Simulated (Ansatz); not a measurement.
A ladder of methods for CH2BN (SMILES BC#N)

CH2BN has 5 atoms, charge 0, and is taken as a singlet. SMILES: `BC#N`. Geometry: relaxed at PBE0-D4/def2-TZVP.

```xyz
5

B    -0.2192    0.4413   -0.3419
C     0.3527   -0.6967    0.4907
N     0.7865   -1.5596    1.1222
H    -0.7443    0.1874   -1.3776
H    -0.1259    1.5540    0.0653
```

Each level gives the energy change with the B1–C2 bond stretched from 1.522 to 3.804 Å (eV). The values are calculated.

```json
{"level": "HF/STO-3G (restricted)", "kind": "Hartree–Fock", "program": "Ansatz", "value (eV)": "10.48", "less FCI/STO-3G": "+4.26", "CPU time (all runs)": "0.15 s"}
{"level": "SVWN5/STO-3G (restricted)", "kind": "LDA", "program": "Ansatz", "value (eV)": "7.87", "less FCI/STO-3G": "+1.65", "CPU time (all runs)": "1.1 s"}
{"level": "revPBE/STO-3G (restricted)", "kind": "GGA", "program": "Ansatz", "value (eV)": "7.21", "less FCI/STO-3G": "+0.99", "CPU time (all runs)": "1.7 s"}
{"level": "PBE0/STO-3G (restricted)", "kind": "global hybrid", "program": "Ansatz", "value (eV)": "8.39", "less FCI/STO-3G": "+2.17", "CPU time (all runs)": "1.7 s"}
{"level": "HSE06/STO-3G (restricted)", "kind": "range-separated hybrid", "program": "Ansatz", "value (eV)": "8.34", "less FCI/STO-3G": "+2.12", "CPU time (all runs)": "2.3 s"}
{"level": "B2PLYP/STO-3G (restricted)", "kind": "double hybrid", "program": "Ansatz", "value (eV)": "7.65", "less FCI/STO-3G": "+1.43", "CPU time (all runs)": "2.4 s"}
{"level": "CCSD/STO-3G (restricted)", "kind": "coupled cluster or CI", "program": "Ansatz", "value (eV)": "6.84", "less FCI/STO-3G": "+0.62", "CPU time (all runs)": "0.3 s"}
{"level": "CCSDTQ/STO-3G (restricted)", "kind": "coupled cluster or CI", "program": "Ansatz", "value (eV)": "6.23", "less FCI/STO-3G": "+0.01", "CPU time (all runs)": "26 s"}
{"level": "FCI/STO-3G", "kind": "exact in the basis", "program": "Ansatz", "value (eV)": "6.22", "less FCI/STO-3G": "0.00", "CPU time (all runs)": "3.7 min"}
```

FCI/STO-3G is exact within its basis and frozen core, so for wave-function methods in that basis the difference is their error; functionals converge differently with the basis, so for them it is only a difference. Spin-restricted single references rise too steeply as a bond breaks, Hartree–Fock most of all. Perturbation and coupled-cluster corrections on them can overshoot downwards. The first shape isn't each level's own minimum. The values span 6.22 to 10.48 eV. All rows use very small basis sets, so even the best lies far from the true value. Times are those of the runs behind each value, whatever else they computed, on shared processors of several kinds: orders of magnitude only.

Stretching the B–C bond separates the molecule towards BH₂ and CN radicals, whose two σ electrons should sit one on each fragment. A closed-shell determinant instead keeps them paired in one orbital, retaining spurious ionic character, and the cure is to mix in the configuration with the σ* orbital doubly occupied. CCSD includes that excitation and cuts the Hartree–Fock error from 4.26 to 0.62 eV. The remainder probably reflects the coupling of this static correlation to that of the other valence electrons, notably the CN π system. It almost vanishes with CCSDTQ, so connected excitations beyond quadruples matter little here.

Among the functionals, revPBE gives the lowest rise and the two hybrids the highest, as expected because semilocal exchange mimics some left-right correlation that exact exchange lacks. B2PLYP breaks any simple ordering by exact-exchange fraction, probably because its perturbative term lowers the stretched structure more. With only two geometries, the energy change can't be equated with a dissociation energy.
